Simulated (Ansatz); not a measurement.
## A series in volume per atom on Ba

Equation of state of a cubic crystal from periodic Kohn-Sham density functional theory without spin; pressure corrected for the finite basis. The results are calculated, by Ansatz 0.2.0 development build.

Cell of the first row (space group Im-3m, No. 229):
```
Ba
1.0
     -2.4421     2.4421     2.4421
      2.4421    -2.4421     2.4421
      2.4421     2.4421    -2.4421
Ba
1
Direct
  0.00000 0.00000 0.00000
```

Settings of every row: formula Ba; structure type bcc; functional r2SCAN; spin treatment none; k mesh 10x10x10; occupation method fermi-dirac; occupation width 0.1 eV; wave cutoff 500 eV; datasets soft-1 PAW; density cutoff ratio 4.

Limits: no spin-orbit coupling, which can matter with elements this heavy.

```csv
row,volume per atom (Å³),energy above lowest point (meV/atom),pressure (GPa)
1,58.255,22.51,1.112
2,60.154,?,?
3,62.054,4.27,0.451
4,63.954,0.58,0.174
5,65.853,0,-0.072
```

Question: what energy above lowest point and pressure should row 2 give?

Worked fit of energy above lowest point. Take u = (V_r/V)^(2/3) − 1 with V_r = 63.004 Å³ an atom, which is twice the finite (Eulerian) strain; such expansions in the strain, on which the Birch-Murnaghan equation of state is built, carry the rest volume and the bulk modulus. The shown rows have u = 0.05363, 0.01018, -0.00993, -0.02905. Least squares give energy above lowest point = 2.026 + 179.75 × u + 3771.6 × u² meV/atom; a straight line predicts inner rows, each left out in turn, worse (root mean square 3.9 against 0.067 meV/atom). The rows lie off it by 0.00, 0.02, -0.03, 0.01. Its lowest point lies at u = -0.0238, or V = 65.33 Å³ an atom, and the curvature there gives the bulk modulus at fixed shape and fractions, B = (4/9)(1 + u)² E″(u)/V = 7.84 GPa. The withheld row has u = 0.03134, so the fit gives 2.026 + 179.75 × (0.03134) + 3771.6 × (0.03134)² = 11.36 meV/atom.

The calculation gave 11.44 meV/atom. The fit lies 0.08 meV/atom (0.36 % of the column's range) below it; its largest miss of a shown row is 0.03 meV/atom.

Worked fit of pressure. Take u = (V_r/V)^(2/3) − 1 with V_r = 63.004 Å³ an atom, which is twice the finite (Eulerian) strain; such expansions in the strain, on which the Birch-Murnaghan equation of state is built, carry the rest volume and the bulk modulus. The shown rows have u = 0.05363, 0.01018, -0.00993, -0.02905. Least squares give pressure = 0.3085 + 13.761 × u + 22.78 × u² GPa; a straight line predicts inner rows, each left out in turn, worse (root mean square 0.024 against 0.00019 GPa). All shown rows lie on it to the printed digit. The pressure vanishes at u = -0.0233, or V = 65.27 Å³ an atom, and there the bulk modulus at fixed shape and fractions is B = −V dP/dV = (2/3)(1 + u) dP/du = 8.27 GPa. The withheld row has u = 0.03134, so the fit gives 0.3085 + 13.761 × (0.03134) + 22.78 × (0.03134)² = 0.762 GPa.

The calculation gave 0.763 GPa. The fit lies 0.001 GPa (0.084 % of the column's range) below it, one unit of the last digit.
